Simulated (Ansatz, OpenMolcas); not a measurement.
How methods differ on C5H12Si (vinyltrimethylsilane)

C5H12Si has 18 atoms, charge 0, and is taken as a singlet. As SMILES, `C=C[Si](C)(C)C`. Geometry: relaxed at PBE0-D4/def2-TZVP. This is one conformer, not always the lowest.

Quantity: the HOMO–LUMO gap, in eV. The values are calculated.

| level | kind | program | value (eV) |
| --- | --- | --- | --- |
| HF/6-31G* (spherical functions) | Hartree–Fock | Ansatz | 14.18 |
| SVWN5/6-31G* (spherical functions) | LDA | OpenMolcas | 5.43 |
| BLYP/6-31G* (spherical functions) | GGA | Ansatz | 5.48 |
| M06-L/6-31G* (spherical functions) | meta-GGA | OpenMolcas | 5.91 |
| PBE0/6-31G* (spherical functions) | global hybrid | OpenMolcas | 7.69 |
| B3LYP/6-31G* (Cartesian functions) | global hybrid | OpenMolcas | 7.25 |
| CAM-B3LYP/6-31G* (spherical functions) | range-separated hybrid | Ansatz | 10.26 |
| B2PLYP/6-31G* (spherical functions) | double hybrid | OpenMolcas | 10.13 |

The values span 5.43 to 14.18 eV. Orbital gaps aren't excitation energies, and those of double hybrids come from the SCF part alone; they tend to grow with the share of exact exchange.

The gap depends far more on the treatment of exchange than on the choice among semilocal functionals: SVWN5 and BLYP nearly coincide, M06-L lies only slightly higher, and Hartree–Fock stands far above them all. The main reason is probably that nonlocal exchange lowers the occupied levels while leaving the virtual ones without a comparable exchange stabilisation. CAM-B3LYP, at 10.26 eV, lies well above B3LYP, at 7.25 eV, in keeping with its stronger exact exchange at long range.

Chemically, the frontier orbitals are probably the vinyl π and π* levels, the former mixed with Si–C σ bonds and the latter stabilised by Si–C σ* orbitals. Simple alkenes don't bind an extra electron in the gas phase, so the large Hartree–Fock gap probably involves an unbound virtual level held compact by a basis without diffuse functions. Adding such functions could lower that level towards the continuum and narrow the gap without any change in the π bond. The silyl group's own effect on the gap can't be isolated without a carbon analogue.
